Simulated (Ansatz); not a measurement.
## A series in volume scale on LaZn

Results calculated with Ansatz 0.2.0, not measured. Periodic Kohn-Sham DFT of a crystal at fixed atoms, scaled to volume_scale times the given cell; pressure positive in compression, energy less spherical unpolarised free atoms, largest_vzz the field gradient of largest size among the nuclei.

The cell before it is scaled or strained (space group Pm-3m, No. 221):
```
LaZn
1.0
      3.7500     0.0000     0.0000
      0.0000     3.7500     0.0000
      0.0000     0.0000     3.7500
La Zn
1 1
Direct
  0.50000 0.50000 0.50000
  0.00000 0.00000 0.00000
```

Settings of every row: method all-electron LAPW; functional LDA; relativity scalar; k mesh 9x9x9; filling fermi-dirac; smearing width 0.05 eV; basis error target 1 meV/atom; nucleus gaussian.

Atom start moment: 0 on all atoms.

Limits: no spin-orbit coupling on heavy atoms.

```csv
row,volume scale,V (Å³/atom),energy less free atoms (eV/atom),pressure (GPa)
1,0.94,24.785,-3.971,-1.144
2,0.96,25.312,-3.9655,-2.208
3,0.98,25.84,-3.9566,-3.165
4,0.99,26.104,?,?
5,1,26.367,-3.9447,-4.024
6,1.01,26.631,-3.9378,-4.42
7,1.02,26.895,-3.9302,-4.795
8,1.04,27.422,-3.9132,-5.488
9,1.06,27.949,-3.8941,-6.108
```

Question: what energy less free atoms and pressure should row 4 give?

Worked fit of energy less free atoms. Take u = (V_r/V)^(2/3) − 1 with V_r = 26.499 Å³ an atom, which is twice the finite (Eulerian) strain; such expansions in the strain, on which the Birch-Murnaghan equation of state is built, carry the rest volume and the bulk modulus. The shown rows have u = 0.04559, 0.03102, 0.01693, 0.00333, -0.00331, -0.00984, -0.02257, -0.03489. Least squares give energy less free atoms = −3.94135 − 1.0492 × u + 8.743 × u² eV/atom; a straight line predicts inner rows, each left out in turn, worse (root mean square 0.0045 against 3.2e-05 eV/atom). All shown rows lie on it to the printed digit. The withheld row has u = 0.01006, so the fit gives −3.94135 − 1.0492 × (0.01006) + 8.743 × (0.01006)² = -3.9510 eV/atom.

The calculation gave -3.951 eV/atom. The fit meets it to the printed digit.

Worked fit of pressure. Take u = (V_r/V)^(2/3) − 1 with V_r = 26.499 Å³ an atom, which is twice the finite (Eulerian) strain; such expansions in the strain, on which the Birch-Murnaghan equation of state is built, carry the rest volume and the bulk modulus. The shown rows have u = 0.04559, 0.03102, 0.01693, 0.00333, -0.00331, -0.00984, -0.02257, -0.03489. Least squares give pressure = −4.2243 + 59.695 × u + 167.4 × u² + 114 × u³ GPa; a parabola predicts inner rows, each left out in turn, worse (root mean square 0.0019 against 0.00048 GPa). The rows lie off it by 0.000, 0.000, 0.000, 0.000, 0.000, 0.001, 0.000, 0.000. The withheld row has u = 0.01006, so the fit gives −4.2243 + 59.695 × (0.01006) + 167.4 × (0.01006)² + 114 × (0.01006)³ = -3.607 GPa.

The calculation gave -3.606 GPa. The fit lies 0.001 GPa (0.02 % of the column's range) below it, one unit of the last digit.
